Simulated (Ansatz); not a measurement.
A series in volume scale on P

All results are calculated (Ansatz 0.2.0). Plane-wave DFT, scalar-relativistic PAW made under PBE with cores redone for the functional, no dispersion; the given relaxed cell is scaled uniformly, energy at zero smearing counts from the unscaled cell, pressure at the given Fermi-Dirac smearing is positive in compression.

The cell before it is scaled or strained (space group Fd-3m, No. 227):
```
cell vectors (Å)
   0.0000     2.8574     2.8574
   2.8574     0.0000     2.8574
   2.8574     2.8574     0.0000
atoms (fractions of the cell vectors)
P   0.12500  0.12500  0.12500
P   0.87500  0.87500  0.87500
```

Settings of every row: spin polarised no; functional BLYP; wave cutoff 420 eV; smearing width 0.1 eV; k mesh 11x11x11.

Atom starting moment: 0 on all atoms.

Limits: the cell comes from a prototype or a list of computed structures and needn't be the stable phase.

| row | volume scale | V (Å³/atom) | pressure (GPa) | energy change per atom (meV) |
| --- | --- | --- | --- | --- |
| 1 | 0.88 | 20.53 | 5.78 | 46.06 |
| 2 | 0.92 | 21.464 | ? | ? |
| 3 | 0.96 | 22.397 | 1.6 | 4.22 |
| 4 | 1.04 | 24.263 | -1.61 | 5.26 |
| 5 | 1.08 | 25.196 | -2.89 | 18.69 |
| 6 | 1.12 | 26.13 | -3.97 | 39.02 |

Question: what pressure should row 2 give?

Worked fit of pressure. Take u = (V_r/V)^(2/3) − 1 with V_r = 24.263 Å³ an atom, which is twice the finite (Eulerian) strain; such expansions in the strain, on which the Birch-Murnaghan equation of state is built, carry the rest volume and the bulk modulus. The shown rows have u = 0.11782, 0.0548, 0, -0.02484, -0.04822. Least squares give pressure = −1.591 + 53.49 × u + 77.56 × u² GPa; a straight line predicts inner rows, each left out in turn, worse (root mean square 0.25 against 0.044 GPa). The rows lie off it by -0.01, 0.03, -0.02, -0.02, 0.02. The pressure vanishes at u = 0.0286, or V = 23.26 Å³ an atom, and there the bulk modulus at fixed shape and fractions is B = −V dP/dV = (2/3)(1 + u) dP/du = 39.7 GPa. The withheld row has u = 0.08515, so the fit gives −1.591 + 53.49 × (0.08515) + 77.56 × (0.08515)² = 3.53 GPa.

The calculation gave 3.55 GPa. The fit lies 0.02 GPa (0.21 % of the column's range) below it; its largest miss of a shown row is 0.03 GPa.

The other values of row 2: energy change per atom 19.16 meV.
